Volume inversion below threshold: the off current of an undoped double-gate transistor

The device is a silicon film of thickness t = 10 nm with (100) faces, undoped, with a gate on each face and n⁺ source and drain. The gates are tied together at Vg = 0, measured from the source, and their Fermi level lies at the middle of the bulk gap. I take W = L = 1 µm, Vd = 0.5 V, T = 300 K, 2 nm of SiO₂ on each side with a typical relative permittivity of 3.9, and an illustrative electron mobility μ = 0.03 m²/(V s), meant as the average over the electrons in the film. vT stands for kT/q.

1. The estimate by hand

A midgap gate at zero bias asks the silicon to be roughly intrinsic, so n ≈ 10¹⁶ m⁻³ in round numbers. Can so little charge bend the bands? With ε ≈ 10⁻¹⁰ F/m and vT ≈ 25 mV the Debye length √(ε vT/(q n)) is about 40 µm, thousands of times the film thickness. The bending from centre to surface, q n t²/(8ε), is 0.2 nV. Each oxide carries half the charge, and with Cox ≈ 0.02 F/m² it drops q n t/(2 Cox) = 0.4 nV. So the body sits at the potential the gates impose, and the electrons fill it evenly. That is volume inversion, in the term of Balestra and co-workers from 1987.

With no field along the channel the current is diffusion. The density is n at the source end and practically zero at the drain end, D = μ vT = 7.5 × 10⁻⁴ m²/s, and the cross-section is A = W t = 10⁻¹⁴ m². Then

Id ≈ q D n A/L = 1.6 × 10⁻¹⁹ × 7.5 × 10⁻⁴ × 10¹⁶ × 10⁻¹⁴/10⁻⁶ A = 12 fA.

Question: That channel has a volume of 10⁻²⁰ m³. There is not one electron in it.

Correct. The mean number, with the linear profile, is 5 × 10⁻⁵. An electron crosses in L²/(2D) = 0.67 ns, and charge over transit time gives the 12 fA again. The density is a time average. Electrons this rare do not screen one another, which is what the flat potential expresses.

2. The careful calculation

Step one is the classical problem. Let x run across the film from −t/2 to t/2 and y along it. Define ψ as the intrinsic-level potential and V(y) as the electron quasi-Fermi potential, 0 at the source and Vd at the drain, so that n = ni exp[(ψ − V)/vT]. Let Δφ be the gate work function minus that of intrinsic silicon, divided by q. In the gradual-channel approximation, electrons only,

d²ψ/dx² = (q ni/ε) exp[(ψ − V)/vT],

and the symmetric solution is

ψ = V − 2 vT ln[ (t/(2β)) √(q ni/(2 ε vT)) cos(2βx/t) ].

Gauss's law gives the magnitude of the electron charge per area, Q = 2ε ψ′(t/2) = 8 ε vT β tan β/t. The oxide condition Cox (Vg − Δφ − ψ(t/2)) = Q/2 fixes β:

β² sec²β exp(4 r β tan β) = β₀² exp(−V/vT),

with r = ε tox/(εox t), β₀² = q n₀ t²/(8 ε vT) and n₀ = ni exp[(Vg − Δφ)/vT]. The logarithmic derivative gives dV = −2 vT [1/β + tan β + 2r (β tan β)′] dβ. Current continuity at constant mobility, Id = μ (W/L) ∫ Q dV, then integrates in closed form:

Id = μ (W/L)(16 ε vT²/t) [g(βs) − g(βd)], g(β) = β tan β − β²/2 + r β² tan²β.

This is the model of Taur and co-workers from 2004. For small β, g = β²/2 + (1/3 + r) β⁴, and at the source β² = β₀² [1 − (1 + 4r) β₀²]. The leading term has β² = β₀² exp(−V/vT) at both ends, ε cancels, and

Id = μ (A/L) kT ni exp[q(Vg − Δφ)/kT] [1 − exp(−qVd/kT)].

The potential is flat at Vg − Δφ, the current is proportional to A, and tox has dropped out. The argument needs only that the charge is negligible, so it holds for a surrounding gate with A = πR². The swing is vT ln 10 = 59.5 mV per decade, with vT = 25.85 mV. A doped bulk transistor has a depletion capacitance that divides the gate voltage; here no such charge exists. For Vd ≫ vT the next order multiplies Id by 1 − (1/3 + 2r) β₀².

Step two is the density. A midgap gate is not quite an intrinsic gate: qΔφ = Ei − Emid = (kT/2) ln(Nv/Nc). Since ni = √(Nc Nv) exp(−Eg/2kT), the valence band cancels at Vg = 0:

n₀ = Nc exp(−Eg/2kT).

I use six parabolic valleys with typical masses ml = 0.916 and mt = 0.19 in units of the free-electron mass. The thermal wavelength of a free electron is λ₀ = h/√(2π me kT) = 4.30 nm, and Nc = 12 mt √ml/λ₀³ = 2.74 × 10²⁵ m⁻³. The gap compiled by Wing (2021) is 1.12 eV at 300 K, so Eg/2kT = 21.66, the exponential is 3.91 × 10⁻¹⁰, and n₀ = 1.07 × 10¹⁶ m⁻³. The classical current is 13.3 fA. For orientation, a typical Nv of 3.1 × 10²⁵ m⁻³ would make Δφ = 1.6 mV.

With the static dielectric constant 11.7 compiled by the Ioffe Institute, r = 0.60, β₀² = 8.0 × 10⁻⁹ and the space-charge correction is 1.2 × 10⁻⁸. To first order it reaches 10 per cent at Vg ≈ 0.41 V, which marks the end of the subthreshold regime.

Question: At midgap you have as many holes as electrons. How can you drop them?

Near the source p is about 1.2 × 10¹⁶ m⁻³ with that Nv, so the sign and size of the 10⁻⁸ correction are not reliable at Vg = 0, only its order. Charge of either sign at this level leaves the potential flat. The holes carry no through current, because the n⁺ contacts supply almost none.

Step three is confinement. Because the averaged potential is flat, the well needs no self-consistency, and I take it as square; the electron's own image energy distorts it slightly and is added in step five. With hard walls a valley of confinement mass mz has levels Ej = j² E₁, E₁ = h²/(8 mz t²), measured from the bulk band edge. In Boltzmann statistics each subband holds 2/(λx λy) × exp[(EF − Ec − Ej)/kT] electrons per area, where λi = λ₀/√mi, while the bulk count is 2t/(λx λy λz) × exp[(EF − Ec)/kT]. The ratio is

f = (λz/t) Σ exp(−a j²), j = 1, 2, …, a = E₁/kT = π (λz/2t)².

Poisson summation gives Σ = ½ √(π/a) [1 + 2 exp(−π²/a) + …] − ½, and therefore

f = 1 − λz/(2t) + 2 exp(−π²/a) + …

Each wall removes a layer λz/4 thick. For a (100) film two valleys have mz = ml: λz = 4.50 nm, E₁ = 4.1 meV, a = 0.159, f = 0.775. Four have mz = mt: λz = 9.87 nm, E₁ = 19.8 meV, a = 0.766, f = 0.506, with the exponential term only 5.0 × 10⁻⁶. All valleys weigh equally in the bulk, so the mean is (2 × 0.775 + 4 × 0.506)/6 = 0.596 and the current falls to 7.9 fA.

The wall is not hard. Take a typical barrier of 3.1 eV and an approximate oxide mass mox = 0.5, so the decay length is 1/κ = ħ/√(2 mox me ΔE) = 0.157 nm. Matching the envelope and its derivative divided by the mass gives k t = jπ − 2 arctan(k δ) with δ = mox/(mz κ). For kδ ≪ 1 this is a hard well of width t + 2δ, and f = 1 + (2δ − λz/2)/t. The values are δ = 0.086 nm, f = 0.792 for the two valleys and δ = 0.413 nm, f = 0.589 for the four. The mean is 0.657 and the current 8.7 fA. This is the least secure step, since envelope matching to an amorphous oxide is a model and mox is poorly defined.

Step four is the ends of the channel. Near the junctions the potential exceeds the flat value by δψ(y). Continuity then reads Id exp(−δψ/vT) dy = μ W q N₀ exp(−V/vT) dV, with N₀ the sheet density of the flat region at V = 0, so L is replaced by Leff = ∫ exp(−δψ/vT) dy. The slowest-decaying solution of Laplace's equation goes as exp(−y/l), like cos(x/l) in the film and a sine vanishing at the gate in the oxide. Matching the displacement gives tan(t/2l) tan(tox/l) = εox/ε = 1/3, and l = 6.3 nm. For δψ = b vT exp(−y/l) with b ≫ 1, the lost length is l ∫ [1 − exp(−b e⁻ˢ)] ds = l (ln b + γ), γ being Euler's constant. Assume abrupt junctions at the gate edges with the contact Fermi level at Ec. Then b = 0.56 V/vT = 21.7 at the source and 1.06 V/vT = 41.0 at the drain, and the total loss is 50 nm. Keeping one mode with unscreened amplitude affects only the logarithm, by some nanometres. The current rises by the factor 1.053, to 9.2 fA.

Step five is the electron's own image. An electron polarises the oxides and the gates, and this one-electron energy does not vanish at low density, so the averaged Poisson equation misses it. A potential component of in-plane wave number K is reflected at each face by R = (η − u)/(1 − ηu), with u = exp(−2K tox) and η = (ε − εox)/(ε + εox) = 0.5. At distances z₁ and z₂ from the two faces, summing the repeated reflections gives

U = (q²/8πε) ∫ [R exp(−2Kz₁) + R exp(−2Kz₂) + 2R² exp(−2Kt)]/[1 − R² exp(−2Kt)] dK.

At mid-film this is about −3 meV for 2 nm of oxide, where the attraction to the gates wins, and +8.5 meV for a very thick oxide; close to the walls it is repulsive. In the hard-wall state j the mean of exp(−2Kz₁) is [1 − exp(−2Kt)]/(2Kt) × j²π²/(K²t² + j²π²). The thermal average of U over subbands and valleys is −2.1 meV, and to first order the current is multiplied by exp(2.1 meV/kT) = 1.08. This rests on abrupt continuum dielectrics and hard-wall states, so it is no more secure than the barrier penetration.

The model's result is Id = 10 fA, against 12 fA by hand.

Question: Is the second digit meaningful?

Hardly. The gap is quoted to three figures, and 0.005 eV in Eg is a factor exp(0.005 eV/2kT) = 1.10. At fixed μ and Eg the classical current changes by (5/2 + Eg/2kT)/T, which is 8 per cent per kelvin. About 10 fA is what the inputs support. The ratios that follow are better defined than the absolute number.

3. Why the two differ

The ratio is 0.83, and it factorises. The last column is vT times the logarithm of the factor, the equivalent change of gate voltage.

kT = 4.142 × 10⁻²¹ J in place of 4 × 10⁻²¹ J: 1.035, +0.9 mV
n₀ from Nc and Eg in place of 10¹⁶ m⁻³: 1.071, +1.8 mV
hard-wall confinement: 0.596, −13.4 mV
barrier penetration: 1.102, +2.5 mV
channel ends: 1.053, +1.3 mV
image energy: 1.08, +2.1 mV
product: 0.83, −4.8 mV

The space charge, whose neglect looked like the boldest part of the estimate, contributes at the level of 10⁻⁸. The estimate compared t with the Debye length and rightly found it tiny. It did not compare t with the thermal wavelength, and for four of the six valleys that wavelength is as long as the film is thick. Confinement alone, with the soft wall, gives 0.657. The two roundings, the end correction and the image energy happen to push the other way and hide part of it.

The estimate was also lucky in where it rounded. It used 25 mV only in the prefactor. In the exponent, 0.56 V/25 mV = 22.4 in place of 21.66 would have cost a factor 0.48, more than all of the confinement.

Question: Do the three headline properties survive?

The swing does. The factor f does not depend on Vg while the well stays flat, so confinement shifts the curve by 10.9 mV and leaves its slope; the image energy is likewise a pure shift. The ends do depend on Vg through b, which worsens the swing by the fraction (l/Leff)(1/bs + 1/bd), or 0.05 per cent. Proportionality to area survives only in part. In the square well with hard walls the current follows t minus the valley mean of λz/2, which is 4.0 nm, so going from 10 to 20 nm multiplies it by 2.7 and not by 2. In a wire with isotropic mass the same λ/4 strip is lost along the perimeter to leading order. Independence of tox is only approximate, even when no other charge is present. Going from 2 to 4 nm raises the mean image energy by about 3 meV and lowers the current by 11 per cent, while the growth of l raises it by 2 per cent, so the image term leads.

Question: And when other charge is present?

Then the oxide returns, with Cox = 1.73 × 10⁻² F/m². Residual acceptors at an illustrative 10²¹ m⁻³, which means 10 atoms in this body, drop q Na t/(2 Cox) = 0.046 mV across the oxide if smeared out, which is harmless. Positive fixed charge of 10¹⁵ m⁻² on each interface shifts the body by q Nf/Cox = 9.3 mV and raises the current by 1.43, comparable with confinement and of opposite sign. Interface traps of 10¹⁵ m⁻² per eV add a capacitance of 1.6 × 10⁻⁴ F/m² per interface, multiply the swing by 1 + Cit/Cox and give 60.1 mV per decade.

Question: Would I see 10 fA on a probe station?

Probably not at the terminal. First, a gate that misses midgap by 50 mV changes the current by a factor 6.9, and μ scales it directly. Second, other currents compete at this level. For midgap traps with equal capture rates the net surface recombination rate is s (np − ni²)/(n + p + 2ni), so generation is at most s ni/2 per interface. With an illustrative s = 1 m/s and the rounded ni, the two interfaces give up to q ni s W L = 1.6 fA, a sizeable fraction of the diffusion current. Tunnelling through a 2 nm oxide at the drain overlap and band-to-band leakage at the drain junction are absent from the model. As typical knowledge and not a measurement, thin-oxide multigate transistors show off currents of picoamperes per micrometre or more, so the model lies two or more orders of magnitude below the terminal current of such devices. The channel term is best isolated a little higher, around Vg = 0.2 to 0.3 V, where it has grown by several decades and the body is still flat; extrapolated back at 59.5 mV per decade it gives the quantity computed here, about 10 fA for the model's inputs.